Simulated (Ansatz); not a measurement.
# Work function and dipole per adsorbate against coverage for Br and Cl on Pd(111), PBE slabs

We calculate the change in work function, ΔΦ, when bromine or chlorine sits in fcc hollows of Pd(111), measured against a separate clean slab of the same thickness. The question is how ΔΦ and the dipole per adsorbate change with coverage. Chlorine raises the work function at every listed coverage, by 0.535 eV for the full layer. Bromine gives a lower value than the clean face at both of its listed coverages, though within the error. The row that fits least is bromine at 0.25 ML: its ΔΦ is −0.132 eV, where chlorine at the same coverage gives 0.192 eV. The gap is 0.192 + 0.132 = 0.324 eV, about twice the 0.15 eV that we allow as a rule of thumb for slabs this thin.

## Systems and settings

Ansatz 0.2.0, plane-wave Kohn-Sham DFT with its default PAW datasets at a cutoff of 420 eV, PBE. Slabs of 4 layers at the tabulated measured lattice constant with the lower two layers held; adsorbates on the upper face in cells of 1 to 9 surface atoms, started on the site named and relaxed with the upper layers until forces are under 0.02 eV/Å. k-spacing 0.22 Å⁻¹ (2π included), Fermi-Dirac smearing of 0.1 eV, 18 Å of vacuum, dipole correction. Spin-paired, no spin-orbit coupling.

Notes on method and selection:

- One starting site was run; real layers may sit elsewhere, sink into the surface or rebuild it.
- Changes under about 0.15 eV are within the error of slabs this thin.
- Runs in which an atom moved over 1.3 Å, mostly full layers of large atoms, are not listed; the work function can turn there.
- Neighbouring dipoles tend to depolarise each other as the coverage rises, unless heights or bonding change.
- Runs in which the search for lower states was switched off are not listed.
- Work functions and vacuum levels are read from the electrostatic potential (Hartree and local ionic parts), which a warning of a rough exchange-correlation potential in thin density does not concern.
- Error sizes named in these notes are rules of thumb and were not measured on these runs.
- The default PAW datasets of this version of Ansatz are the set soft_2.
- Run and not listed: Br on Pd(111) at 0.5 ML and Br on Pd(111) at 1 ML (had an atom move over 1.3 Å).
- Runs that did not converge, have known faults or may not be shown are not listed, and runs on Ansatz's PAW sets soft_1 and soft_2 are kept to separate tables.

Columns:

- density (nm⁻²): adsorbates per area.
- height (Å): height of the adsorbed atom (the lowest atom of a molecule) over the highest substrate atom.
- coverage (ML): adsorbates per surface atom.
- ΔΦ (eV): work function of the covered face less that of the clean face.
- dipole (D): dipole per adsorbate from ΔΦ by the Helmholtz relation, positive end outwards.
- Φ covered (eV): work function of the covered face.

## Data

| member | system | density (nm⁻²) | height (Å) | coverage (ML) | ΔΦ (eV) | dipole (D) | Φ covered (eV) |
| --- | --- | --- | --- | --- | --- | --- | --- |
| clean | Br on Pd(111), fcc | 0.00 | – | 0.000 | 0.000 | – | 5.27 |
| 0.1111 ML | Br on Pd(111), fcc | 1.70 | 1.97 | 0.111 | −0.090 | 0.141 | 5.18 |
| 0.25 ML | Br on Pd(111), fcc | 3.82 | 2.00 | 0.250 | −0.132 | 0.092 | 5.14 |
| clean | Cl on Pd(111), fcc | 0.00 | – | 0.000 | 0.000 | – | 5.27 |
| 0.1111 ML | Cl on Pd(111), fcc | 1.70 | 1.83 | 0.111 | 0.085 | −0.133 | 5.35 |
| 0.25 ML | Cl on Pd(111), fcc | 3.82 | 1.85 | 0.250 | 0.192 | −0.134 | 5.46 |
| 0.5 ML | Cl on Pd(111), fcc | 7.63 | 1.93 | 0.500 | 0.311 | −0.108 | 5.58 |
| 1 ML | Cl on Pd(111), fcc | 15.26 | 2.21 | 1.000 | 0.535 | −0.093 | 5.80 |

## What drives the series

For chlorine ΔΦ grows with each step in coverage, nearly in proportion up to 0.25 ML and more slowly beyond. The Helmholtz relation is $\Delta\Phi = -c\,n\,\mu$, with $n$ the density in nm⁻² and $\mu$ the dipole in D. The full chlorine layer gives the constant: 0.535 / (15.26 × 0.093) = 0.377 eV nm² D⁻¹. Had the dipole stayed at its quarter-layer size of 0.134 D, the full layer would have raised the work function by 0.377 × 15.26 × 0.134 = 0.771 eV instead of 0.535 eV.

The sign is that of negative charge held outside the metal. The weakening is what mutual depolarisation would give: each dipole sits in the field of its neighbours, which opposes it. The greater height of the full layer, 2.21 Å against 1.85 Å, would by itself enlarge the dipole of a fixed charge, so it does not explain the fall. The fall is nevertheless only suggestive, because an error of 0.15 eV at 0.25 ML corresponds to 0.15 / (0.377 × 3.82) = 0.104 D, more than the drop of 0.134 − 0.093 = 0.041 D.

For bromine at 0.25 ML the same picture gives an upper estimate. With chlorine's charge at bromine's height, the dipole would have a size of 0.134 × 2.00 / 1.85 = 0.145 D, and ΔΦ would be 0.377 × 3.82 × 0.145 = 0.209 eV. Bromine is less electronegative and should take less charge, so a value between zero and about 0.2 eV was to be expected. The calculated value is negative.

## Exceptions

Bromine at 0.111 ML also has a negative ΔΦ, but −0.090 eV is too small to fix the sign. The fall of the bromine dipole from 0.141 to 0.092 D is likewise too small to count as depolarisation.

Bromine was also run at 0.5 and 1 ML. Those layers are not listed because an atom moved over 1.3 Å, and in them the work function lies above the clean value. Because their structure changed so much, they do not show what dense bromine kept in the fcc hollows would do.

## What could be wrong

The numerical suspects for bromine at 0.25 ML come first. The program warned that the published levels of this run were not confirmed, as it did for the other listed bromine layer and for chlorine at 0.111 and 0.5 ML. A wrong Fermi level would shift both faces of the slab alike, yet the bare lower face keeps nearly its clean work function, so this cannot supply 0.324 eV. Slab thickness could move ΔΦ by about 0.15 eV in either direction, enough to bring bromine to zero but not up to chlorine. An error from the cutoff or the bromine dataset has no size or sign in the columns.

Among the physical suspects, height has the wrong sign: bromine sits 0.15 Å higher than chlorine, which for a negative charge would raise the work function further. The likelier cause is polarisation. Electronegative atoms are known to lower the work function of some metals when their electron cloud is drawn towards the surface and thinned on the vacuum side. Bromine is more polarisable than chlorine, so the sign fits. The shift needed is small: 0.092 + 0.134 = 0.226 D, against roughly 10 D for a whole electron charge displaced by 2 Å.

Three checks follow, cheapest first.

1. Repeat both quarter layers at fixed geometry with a higher cutoff, then with another bromine dataset. If bromine alone moves up towards 0.2 eV, the cause is numerical; if neither moves, these suspects fall.
2. Raise and lower the bromine atom slightly, and map the electron density gained and lost on adsorption. A work function that rises as the atom is lifted, together with electron loss on its vacuum side, would support a negative, polarised bromine. A work function that falls on lifting would speak against it.
3. Repeat both quarter layers on thicker slabs. If bromine turns positive and closes on chlorine, thickness is to blame; if both shift together, the difference between the halogens is real within PBE.

## Summary

Chlorine in fcc hollows raises the PBE work function from 0.111 to 1 ML, by more than the allowed error from 0.25 ML upwards, though only just at 0.25 ML. Bromine at 0.25 ML gives a lower work function than chlorine, but whether it lies below the clean face is not settled.

We know of no omitted effect that surely exceeds the table's spread of 0.535 + 0.132 = 0.667 eV. The largest is probably structural. In the full chlorine layer neighbours are only about 2.8 Å apart, well inside their usual contact distance of roughly 3.5 Å, so a real surface would be expected to hold less chlorine or rebuild. That could change ΔΦ by some tenths of an eV, with either sign.
